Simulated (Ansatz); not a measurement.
A series in volume per atom on ScPt

Results calculated with Ansatz 0.2.0, not measured. Periodic Kohn-Sham DFT of a crystal at fixed atoms; pressure and stress are positive in compression; the energy is the free energy less that of spherical unpolarised free atoms; site moments are those in the method's own spheres, positive along +z.

Cell of the first row (space group Pm-3m, No. 221):
```
cell vectors (Å)
   3.2032     0.0000     0.0000
   0.0000     3.2032     0.0000
   0.0000     0.0000     3.2032
atoms (fractions of the cell vectors)
Sc  0.50000  0.50000  0.50000
Pt  0.00000  0.00000  0.00000
```

Settings of every row: method all-electron LAPW; functional LDA; relativity scalar; k mesh 10x10x10; filling fermi-dirac; smearing width 0.05 eV; basis error target 0.25 meV/atom; nucleus gaussian.

Atom start moment: 0 on all atoms.

Limits: no spin-orbit coupling on heavy atoms.

| row | volume per atom (Å³) | energy less free atoms (eV/atom) | pressure (GPa) |
| --- | --- | --- | --- |
| 1 | 16.434 | -7.5577 | 4.326 |
| 2 | 16.784 | -7.5631 | 0.717 |
| 3 | 17.133 | ? | ? |
| 4 | 17.308 | -7.5576 | -4.004 |
| 5 | 17.483 | -7.5524 | -5.416 |
| 6 | 17.658 | -7.5458 | -6.751 |
| 7 | 17.833 | -7.5377 | -8.016 |
| 8 | 18.182 | -7.5176 | -10.346 |
| 9 | 18.532 | -7.4927 | -12.428 |

Question: what energy less free atoms and pressure should row 3 give?

Worked fit of energy less free atoms. Take u = (V_r/V)^(2/3) − 1 with V_r = 17.571 Å³ an atom, which is twice the finite (Eulerian) strain; such expansions in the strain, on which the Birch-Murnaghan equation of state is built, carry the rest volume and the bulk modulus. The shown rows have u = 0.04561, 0.03102, 0.0101, 0.00335, -0.00329, -0.00982, -0.02253, -0.03488. Least squares give energy less free atoms = −7.54927 − 1 × u + 17.865 × u² eV/atom; a straight line predicts inner rows, each left out in turn, worse (root mean square 0.0094 against 5.2e-05 eV/atom). The rows lie off it by 0.0000, 0.0000, -0.0001, 0.0000, 0.0000, 0.0000, 0.0001, 0.0000. Its lowest point lies at u = 0.0280, or V = 16.86 Å³ an atom, and the curvature there gives the bulk modulus at fixed shape and fractions, B = (4/9)(1 + u)² E″(u)/V = 159 GPa. The withheld row has u = 0.01697, so the fit gives −7.54927 − 1 × (0.01697) + 17.865 × (0.01697)² = -7.5611 eV/atom.

The calculation gave -7.5611 eV/atom. The fit meets it to the printed digit.

Worked fit of pressure. Take u = (V_r/V)^(2/3) − 1 with V_r = 17.571 Å³ an atom, which is twice the finite (Eulerian) strain; such expansions in the strain, on which the Birch-Murnaghan equation of state is built, carry the rest volume and the bulk modulus. The shown rows have u = 0.04561, 0.03102, 0.0101, 0.00335, -0.00329, -0.00982, -0.02253, -0.03488. Least squares give pressure = −6.0964 + 201.348 × u + 579.53 × u² + 349 × u³ GPa; a parabola predicts inner rows, each left out in turn, worse (root mean square 0.006 against 0.0028 GPa). The rows lie off it by 0.000, 0.000, -0.001, -0.001, 0.002, 0.002, -0.003, 0.001. The pressure vanishes at u = 0.0280, or V = 16.86 Å³ an atom, and there the bulk modulus at fixed shape and fractions is B = −V dP/dV = (2/3)(1 + u) dP/du = 161 GPa. The withheld row has u = 0.01697, so the fit gives −6.0964 + 201.348 × (0.01697) + 579.53 × (0.01697)² + 349 × (0.01697)³ = -2.511 GPa.

The calculation gave -2.515 GPa. The fit lies 0.004 GPa (0.024 % of the column's range) above it; its largest miss of a shown row is 0.003 GPa.
